**A hand rule for E5 internal conversion coefficients, potassium to krypton at 20 keV**

The table holds E5 conversion coefficients by shell from a radial Dirac solver with the Dirac-Hartree-Slater potential of the neutral atom, without a hole. The program fits a rule of thumb, a cube law in $Z$ for L2+L3 with a linear M fraction plus a threshold power law for K, compares it with two other power laws, and evaluates a static non-relativistic screened-hydrogen integral with Coulomb waves that has no fitted constant. Without bromine the rule gives the shell sum to 2.5% rms and 5.5% at worst (Se); at bromine it is 59% low, and the excess lies in the M column alone, which is probably a numerical fault. The hydrogenic integral gives 0.98 to 0.68 of the K column and 0.66 to 0.82 of L2+L3, while the textbook $Z^3$ formula overshoots K by factors of 23 to 8530. The model's 2s integral changes sign at $Z=35.7$, about six units beyond the L1 minimum at zinc.

Calculated values. Radial Dirac-Fock and Kohn-Sham solver 3, 5: E5 internal conversion coefficients of the fourth-period atoms, summed and by shell, at a transition energy of 20 keV. The electrons move in the Dirac-Hartree-Slater potential of the neutral atom with a Latter tail and no hole; the nucleus is finite, with surface currents.

## The fit in Python

```python
# Table: E5 internal conversion coefficients by shell at 20 keV, K to Kr; radial Dirac solver,
# Dirac-Hartree-Slater neutral atom, no hole. Tested: a hand rule for the shell sum, two other
# power laws, and a no-fit static non-relativistic screened-hydrogen integral with Coulomb waves.
T = {
    'ion': ['K', 'Ca', 'Sc', 'Ti', 'V', 'Cr', 'Mn', 'Fe', 'Co', 'Ni', 'Cu', 'Zn', 'Ga', 'Ge', 'As', 'Se', 'Br', 'Kr'],
    'Z': [19, 20, 21, 22, 23, 24, 25, 26, 27, 28, 29, 30, 31, 32, 33, 34, 35, 36],
    'transition_energy': [20, 20, 20, 20, 20, 20, 20, 20, 20, 20, 20, 20, 20, 20, 20, 20, 20, 20],  # keV
    'multipole_shell_sum_E5': [12300000.0, 14400000.0, 16800000.0, 19700000.0, 23100000.0, 27000000.0, 31800000.0, 37400000.0, 43600000.0, 51500000.0, 59400000.0, 68100000.0, 78300000.0, 90400000.0, 105600000.0, 124600000.0, 323000000.0, 154100000.0],
    'multipole_k_E5': [4503000, 4284000, 4008000, 3695000, 3351000, 2982000, 2616000, 2248000, 1893000, 1557000, 1247000, 972500, 734800, 534400, 371300, 244200, 150200, 84060],
    'multipole_l1_E5': [263400, 241300, 214600, 184900, 153500, 121700, 91810, 64600, 41740, 24700, 14710, 13180, 21000, 39110, 68180, 108900, 161500, 226200],
    'multipole_l2_E5': [2451000, 3170000, 4039000, 5075000, 6294000, 7713000, 9360000, 11240000.0, 13390000.0, 15820000.0, 18520000.0, 21550000.0, 24910000.0, 28620000.0, 32690000.0, 37150000.0, 41990000.0, 47180000.0],
    'multipole_l3_E5': [4327000, 5570000, 7063000, 8829000, 10890000.0, 13280000.0, 16030000.0, 19150000.0, 22680000.0, 26640000.0, 31020000.0, 35880000.0, 41250000.0, 47110000.0, 53500000.0, 60430000.0, 67900000.0, 75830000.0],
    'multipole_m_E5': [769800, 1100000, 1454000, 1875000, 2383000, 2927000, 3697000, 4650000, 5560000, 7439000, 8621000, 9719000, 11290000.0, 13860000.0, 18500000.0, 25900000.0, 211400000.0, 28750000.0],
    'multipole_outer_E5': [732.6, 2175, 2009, 1742, 1437, 414.7, 837.4, 584.8, 381.4, 236.5, 58.13, 146.4, 53250, 189600, 431300, 801400, 1328000, 2044000],
}
import numpy as np
from scipy.constants import alpha, physical_constants as pc
from scipy.integrate import solve_ivp
from scipy.optimize import brentq, minimize_scalar
from scipy.special import factorial2 as f2
g = lambda s: np.array(T['multipole_' + s + '_E5'], float)
S, K, L1, L2, L3, M, O = map(g, ['shell_sum', 'k', 'l1', 'l2', 'l3', 'm', 'outer'])
ion = T['ion']; Z = np.array(T['Z'], float); E = float(T['transition_energy'][0]); P = L2 + L3
Ha = pc['Hartree energy in eV'][0]/1e3; mc2 = pc['electron mass energy equivalent in MeV'][0]*1e3
born = lambda z, L: z**3*alpha**4*L/(L+1)*(2*mc2/E)**(L+2.5)
def amp(z, n, lb, lf, L):  # signed square root of alpha for two electrons, angular weight 1
    k0 = np.sqrt(2*E/Ha); k = np.sqrt(k0**2 - z*z/n**2); eta = z/k
    if n == 1: R = lambda r: 2*z**1.5*np.exp(-z*r)
    elif lb == 0: R = lambda r: z**1.5/2**0.5*(1 - z*r/2)*np.exp(-z*r/2)
    else: R = lambda r: z**2.5/24**0.5*r*np.exp(-z*r/2)
    f = lambda r, y: [y[1], -2*(lf+1)/r*y[1] - (k*k + 2*z/r)*y[0], R(r)*r**(lf+1-L)*y[0]]
    I = solve_ivp(f, [1e-5, 20*n/z], [1, -z/(lf+1), 0], rtol=1e-6, atol=1e-10).y[2, -1]
    c2 = 2*np.pi*eta/(1 - np.exp(-2*np.pi*eta))*np.prod([1 + eta**2/s**2 for s in range(1, lf+1)])
    return I*k**lf/f2(2*lf+1)*np.sqrt(c2*k*born(1, L)/(k0*4*k0**(2*L-4)/f2(2*L-1)**2))
hK = np.array([amp(z-0.3, 1, 0, 5, 5)**2 for z in Z])  # Slater screening 0.3 (1s), 4.15 (2s, 2p)
hP = np.array([3*(5*amp(z-4.15, 2, 1, 4, 5)**2 + 6*amp(z-4.15, 2, 1, 6, 5)**2)/11 for z in Z])
sig = lambda v: float('%.2g' % v)
pe = lambda m, t: 100*(m/t - 1)
s = round(minimize_scalar(lambda u: np.var(np.log(P/(Z-u)**3)), bounds=(0, 15), method='bounded').x, 1)
A = sig(np.exp(np.mean(np.log(P/(Z-s)**3)))); rP = A*(Z-s)**3
x = 1 - Ha/2*(Z-3.2)**2/E  # 3.2: rough recalled K-edge screening
p = round(np.polyfit(np.log(x), np.log(K/Z), 1)[0], 1); C = sig(np.exp(np.mean(np.log(K/Z/x**p)))); rK = C*Z*x**p
m5 = {'K': 145361/707419, 'Sc': 304891/1.40127e6, 'V': 2.52944e6/2.61339e6, 'Cr': 740776/3.4993e6,
      'Fe': 2.63018e6/6.06881e6, 'Ni': 2.27161e7/1.01311e7, 'Cu': 1.61536e7/1.29095e7, 'Zn': 3.59976e6/1.63197e7,
      'Ge': 1.81004e8/2.55618e7, 'Kr': 1.5455e7/5.81429e7}  # M5 M/L3, further outputs of the same runs
ok = np.array([m5.get(i, 9) < 0.3 for i in ion]); b, a = map(sig, np.polyfit(Z[ok]-19, (M/P)[ok], 1))
fM = a + b*(Z-19); rS = rP*(1+fM) + rK; d, c = np.polyfit(Z-19, L3/L2, 1); nb = np.array(ion) != 'Br'
print('M5 M/L3 (same runs): ' + ' '.join('%s %.2f' % kv for kv in m5.items()))
print('rule: L2+L3 = %.2g (Z-%.1f)^3; K = %.2g Z x^%.1f, x = 1-Ry(Z-3.2)^2/E' % (A, s, C, p))
print('M/(L2+L3) = %.2g + %.2g (Z-19), fitted on %s' % (a, b, ' '.join(np.array(ion)[ok])))
print('L3/L2 = %.2f %+.4f (Z-19), worst error %.1f%%; table %.3f to %.3f; counting gives 2' % (c, d, abs(pe(c+d*(Z-19), L3/L2)).max(), (L3/L2)[0], (L3/L2)[-1]))
for u in (s, 0, 4.15):
    n, l = np.polyfit(np.log(Z-u), np.log(P), 1)
    print('L2+L3 as (Z-%.2f)^n: n = %.2f, worst error %.1f%%' % (u, n, abs(pe(np.exp(l)*(Z-u)**n, P)).max()))
print('row | rule error %: L2+L3, K, sum | M/(L2+L3) table, rule | K share % | hydrogenic/table: K, L2+L3')
for i, nm in enumerate(ion):
    print('%-2s | %+5.1f %+6.1f %+6.1f | %.3f %.3f | %5.2f | %.2f %.2f' % (nm, pe(rP, P)[i], pe(rK, K)[i], pe(rS, S)[i], (M/P)[i], fM[i], 100*K[i]/S[i], hK[i]/K[i], hP[i]/P[i]))
e = pe(rS, S); w = np.argmax(abs(e)*nb)
print('sum without Br: rms %.1f%%, worst %+.1f%% (%s); rounding of sum up to %.1f%%' % (np.sqrt(np.mean(e[nb]**2)), e[w], ion[w], 100*5e4/S.min()))
for nm in ('Ti', 'Ga'):
    i = ion.index(nm)
    print('%s: (Z-s)^3 %.0f, L2+L3 %.3g (table %.3g), 1+fM %.3f, B_K %.2f keV, x %.3f' % (nm, (Z[i]-s)**3, rP[i], P[i], 1+fM[i], E*(1-x[i]), x[i]))
    print('    K %.3g (table %.3g), L2 %.3g (table %.3g), sum %.3g (table %.3g)' % (rK[i], K[i], rP[i]/(1+c+d*(Z[i]-19)), L2[i], rS[i], S[i]))
j = ion.index('Br')
print('Br: M share %.0f%%, M over rule %.1f, sum without M %.3g (Se %.3g, Kr %.3g)' % (100*M[j]/S[j], M[j]/(rP[j]*fM[j]), S[j]-M[j], S[j-1]-M[j-1], S[j+1]-M[j+1]))
print('neglected shares, largest: L1 %.1f%% (%s), outer %.1f%% (%s)' % (100*(L1/S).max(), ion[np.argmax(L1/S)], 100*(O/S).max(), ion[np.argmax(O/S)]))
print('Kr over K (element): sum %.1f, L2+L3 %.1f, K shell 1/%.0f; L2+L3 share %.0f%% to %.0f%%' % (S[-1]/S[0], P[-1]/P[0], K[0]/K[-1], 100*P[0]/S[0], 100*P[-1]/S[-1]))
sl = np.diff(np.log(P))/np.diff(np.log(Z)); print('local exponent of L2+L3 in Z: %.2f (K-Ca) to %.2f (Br-Kr)' % (sl[0], sl[-1]))
print('textbook Z^3 formula over table, K shell: %.0f (K), %.0f (Kr)' % (born(Z[0], 5)/K[0], born(Z[-1], 5)/K[-1]))
for L in (5, 4):
    h = lambda z: amp(z-4.15, 2, 0, L, L)
    print('hydrogenic 2s integral, E%d: ' % L + ('changes sign at Z = %.1f' % brentq(h, 15, 50, xtol=0.02) if h(15)*h(50) < 0 else 'no sign change for Z 15-50'))
print('table L1 minimum, E5: %s; E4 L1 (same runs): Zn 1723, Ge 751, Kr 980' % ion[np.argmin(L1)])  # further outputs
print('E5/E4 step of L2+L3: K %.0f, Kr %.0f; 2mc2/E = %.0f' % (P[0]/(31288.8+55537.1), P[-1]/(712889+1.15599e6), 2*mc2/E))  # E4: further outputs
print('outer: Cr/V %.2f, Cu/Ni %.2f, Ga/Zn %.0f' % (O[5]/O[4], O[10]/O[9], O[12]/O[11]))
assert np.all(np.diff(K) < 0) and np.all(np.diff(P) > 0)
assert ion[np.argmin(L1)] == 'Zn'
assert np.all(L3/L2 < 2) and np.all(np.diff(L3/L2) < 0)
assert (M/P)[j] > 1 and (M/P)[nb].max() < 0.3
```

Output:

```
M5 M/L3 (same runs): K 0.21 Sc 0.22 V 0.97 Cr 0.21 Fe 0.43 Ni 2.24 Cu 1.25 Zn 0.22 Ge 7.08 Kr 0.27
rule: L2+L3 = 6e+03 (Z-8.7)^3; K = 5.1e+05 Z x^4.1, x = 1-Ry(Z-3.2)^2/E
M/(L2+L3) = 0.11 + 0.0066 (Z-19), fitted on K Sc Cr Zn Kr
L3/L2 = 1.77 -0.0094 (Z-19), worst error 0.1%; table 1.765 to 1.607; counting gives 2
L2+L3 as (Z-8.70)^n: n = 3.00, worst error 3.8%
L2+L3 as (Z-0.00)^n: n = 4.53, worst error 5.3%
L2+L3 as (Z-4.15)^n: n = 3.81, worst error 2.4%
row | rule error %: L2+L3, K, sum | M/(L2+L3) table, rule | K share % | hydrogenic/table: K, L2+L3
K  |  -3.3   +0.3   -4.1 | 0.114 0.110 | 36.61 | 0.98 0.66
Ca |  -0.9   -0.7   -3.3 | 0.126 0.117 | 29.75 | 0.98 0.67
Sc |  +0.6   -1.2   -1.8 | 0.131 0.123 | 23.86 | 0.98 0.69
Ti |  +1.5   -1.7   -0.6 | 0.135 0.130 | 18.76 | 0.98 0.71
V  |  +2.1   -1.9   +0.5 | 0.139 0.136 | 14.51 | 0.98 0.72
Cr |  +2.4   -1.7   +1.8 | 0.139 0.143 | 11.04 | 0.98 0.73
Mn |  +2.3   -1.7   +2.0 | 0.146 0.150 |  8.23 | 0.98 0.74
Fe |  +2.2   -1.4   +2.0 | 0.153 0.156 |  6.01 | 0.98 0.75
Co |  +1.9   -1.1   +2.4 | 0.154 0.163 |  4.34 | 0.97 0.76
Ni |  +1.6   -0.6   +0.9 | 0.175 0.169 |  3.02 | 0.97 0.77
Cu |  +1.3   +0.1   +1.5 | 0.174 0.176 |  2.10 | 0.96 0.78
Zn |  +1.0   +0.6   +2.1 | 0.169 0.183 |  1.43 | 0.95 0.78
Ga |  +0.6   +1.0   +2.0 | 0.171 0.189 |  0.94 | 0.93 0.79
Ge |  +0.2   +1.3   +1.0 | 0.183 0.196 |  0.59 | 0.91 0.80
As |  -0.1   +1.5   -1.6 | 0.215 0.202 |  0.35 | 0.88 0.80
Se |  -0.4   +1.3   -5.5 | 0.265 0.209 |  0.20 | 0.84 0.81
Br |  -0.7   +0.3  -58.9 | 1.924 0.216 |  0.05 | 0.77 0.81
Kr |  -0.8   -1.0   -3.1 | 0.234 0.222 |  0.05 | 0.68 0.82
sum without Br: rms 2.5%, worst -5.5% (Se); rounding of sum up to 0.4%
Ti: (Z-s)^3 2353, L2+L3 1.41e+07 (table 1.39e+07), 1+fM 1.130, B_K 4.81 keV, x 0.760
    K 3.63e+06 (table 3.7e+06), L2 5.15e+06 (table 5.08e+06), sum 1.96e+07 (table 1.97e+07)
Ga: (Z-s)^3 11090, L2+L3 6.65e+07 (table 6.62e+07), 1+fM 1.189, B_K 10.52 keV, x 0.474
    K 7.42e+05 (table 7.35e+05), L2 2.51e+07 (table 2.49e+07), sum 7.99e+07 (table 7.83e+07)
Br: M share 65%, M over rule 9.0, sum without M 1.12e+08 (Se 9.87e+07, Kr 1.25e+08)
neglected shares, largest: L1 2.1% (K), outer 1.3% (Kr)
Kr over K (element): sum 12.5, L2+L3 18.1, K shell 1/54; L2+L3 share 55% to 80%
local exponent of L2+L3 in Z: 4.96 (K-Ca) to 4.00 (Br-Kr)
textbook Z^3 formula over table, K shell: 23 (K), 8530 (Kr)
hydrogenic 2s integral, E5: changes sign at Z = 35.7
hydrogenic 2s integral, E4: changes sign at Z = 40.6
table L1 minimum, E5: Zn; E4 L1 (same runs): Zn 1723, Ge 751, Kr 980
E5/E4 step of L2+L3: K 78, Kr 66; 2mc2/E = 51
outer: Cr/V 0.29, Cu/Ni 0.25, Ga/Zn 364
```
